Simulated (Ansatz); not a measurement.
# A series in volume scale on CaHN

Free energy against uniform scaling of the volume at fixed shape and fractions; periodic cell, basis, potentials, k mesh and filling as listed. The results are calculated, by Ansatz 0.2.0.

The cell before it is scaled or strained (space group I4mm, No. 107):
```
CELL_PARAMETERS angstrom
-1.76400 1.76400 2.83900
1.76400 -1.76400 2.83900
1.76400 1.76400 -2.83900
ATOMIC_POSITIONS crystal
Ca 0.05172 0.05172 0.00000
H 0.63994 0.63994 0.00000
N 0.45835 0.45835 0.00000
```

Settings of every row: functional LDA; dispersion none; potentials PAW; wave cutoff 500 eV; density cutoff 2000 eV; k mesh 8x8x8; k shift 0x0x0; occupations fixed; smearing width 0 eV; spin none.

Limits: the cell comes from a prototype or a list of computed structures and needn't be the stable phase.

```csv
row,volume scale,V (Å³/atom),energy above lowest point (meV/atom)
1,0.88,10.365,20.7
2,0.92,10.837,3
3,0.96,11.308,0
4,1,11.779,8.8
5,1.04,12.25,?
6,1.08,12.721,53.4
7,1.12,13.192,86
```

Question: what energy above lowest point should row 5 give?

Worked fit of energy above lowest point. Take u = (V_r/V)^(2/3) − 1 with V_r = 11.543 Å³ an atom, which is twice the finite (Eulerian) strain; such expansions in the strain, on which the Birch-Murnaghan equation of state is built, carry the rest volume and the bulk modulus. The shown rows have u = 0.0744, 0.04297, 0.01381, -0.0134, -0.06273, -0.08517. Least squares give energy above lowest point = 3.05 − 327.3 × u + 7589 × u² meV/atom; a straight line predicts inner rows, each left out in turn, worse (root mean square 19 against 0.036 meV/atom). All shown rows lie on it to the printed digit. Its lowest point lies at u = 0.0216, or V = 11.18 Å³ an atom, and the curvature there gives the bulk modulus at fixed shape and fractions, B = (4/9)(1 + u)² E″(u)/V = 101 GPa. Letting shape and atoms relax would as a rule lower it, by much in layered, chain or molecular crystals. The withheld row has u = -0.03886, so the fit gives 3.05 − 327.3 × (-0.03886) + 7589 × (-0.03886)² = 27.2 meV/atom.

The calculation gave 27.2 meV/atom. The fit meets it to the printed digit.
